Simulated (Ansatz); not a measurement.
## SnO2: energy above lowest point and pressure against volume scale

All results are calculated (Ansatz 0.2.0). Free energy against uniform scaling of the volume at fixed shape and fractions; periodic cell, basis, potentials, k mesh and filling as listed.

The cell before it is scaled or strained (space group R-3m, No. 166):
```
SnO2
1.0
      1.6171     0.9336     4.8006
     -1.6171     0.9336     4.8006
      0.0000    -1.8673     4.8006
Sn O
1 2
Direct
  0.50000 0.50000 0.50000
  0.23717 0.23717 0.23717
  0.76283 0.76283 0.76283
```

Settings of every row: functional r2SCAN; dispersion none; potentials PAW; wave cutoff 600 eV; density cutoff 2400 eV; k mesh 8x8x8; k shift 0x0x0; occupations fixed; smearing width 0 eV; spin none; SCF threshold exponent -10.

Limits: the cell comes from a prototype or a list of computed structures and needn't be the stable phase.

```csv
row,volume scale,V (Å³/atom),energy above lowest point (meV/atom),pressure (GPa)
1,0.9,13.046,26.1,11.37
2,0.925,13.409,?,?
3,0.95,13.771,0,0.72
4,0.975,14.133,3.3,-3.53
5,1,14.496,15.5,-7.19
6,1.025,14.858,35.4,-10.34
7,1.05,15.22,62,-13.04
8,1.075,15.583,94.1,-15.35
9,1.1,15.945,131.1,-17.33
```

Question: what energy above lowest point and pressure should row 2 give?

Worked fit of energy above lowest point. Take u = (V_r/V)^(2/3) − 1 with V_r = 14.677 Å³ an atom, which is twice the finite (Eulerian) strain; such expansions in the strain, on which the Birch-Murnaghan equation of state is built, carry the rest volume and the bulk modulus. The shown rows have u = 0.0817, 0.04339, 0.0255, 0.00831, -0.00814, -0.02393, -0.03915, -0.05374. Least squares give energy above lowest point = 24.61 − 1212.1 × u + 14614 × u² + 5467 × u³ meV/atom; a parabola predicts inner rows, each left out in turn, worse (root mean square 0.42 against 0.076 meV/atom). The rows lie off it by 0.0, 0.0, 0.0, 0.0, 0.0, 0.1, 0.0, 0.0. Its lowest point lies at u = 0.0405, or V = 13.83 Å³ an atom, and the curvature there gives the bulk modulus at fixed shape and fractions, B = (4/9)(1 + u)² E″(u)/V = 170 GPa. Letting shape and atoms relax would as a rule lower it, by much in layered, chain or molecular crystals. The withheld row has u = 0.06209, so the fit gives 24.61 − 1212.1 × (0.06209) + 14614 × (0.06209)² + 5467 × (0.06209)³ = 7.0 meV/atom.

The calculation gave 7.1 meV/atom. The fit lies 0.1 meV/atom (1.4 % of the value, 0.076 % of the column's range) below it, one unit of the last digit.

Worked fit of pressure. Take u = (V_r/V)^(2/3) − 1 with V_r = 14.677 Å³ an atom, which is twice the finite (Eulerian) strain; such expansions in the strain, on which the Birch-Murnaghan equation of state is built, carry the rest volume and the bulk modulus. The shown rows have u = 0.0817, 0.04339, 0.0255, 0.00831, -0.00814, -0.02393, -0.03915, -0.05374. Least squares give pressure = −8.825 + 191.05 × u + 641.2 × u² + 563 × u³ GPa; a parabola predicts inner rows, each left out in turn, worse (root mean square 0.043 against 0.0051 GPa). The rows lie off it by 0.00, 0.00, 0.00, 0.00, 0.00, 0.00, 0.01, 0.00. The pressure vanishes at u = 0.0405, or V = 13.83 Å³ an atom, and there the bulk modulus at fixed shape and fractions is B = −V dP/dV = (2/3)(1 + u) dP/du = 170 GPa. Letting shape and atoms relax would as a rule lower it, by much in layered, chain or molecular crystals. The withheld row has u = 0.06209, so the fit gives −8.825 + 191.05 × (0.06209) + 641.2 × (0.06209)² + 563 × (0.06209)³ = 5.64 GPa.

The calculation gave 5.65 GPa. The fit lies 0.01 GPa (0.035 % of the column's range) below it, one unit of the last digit.
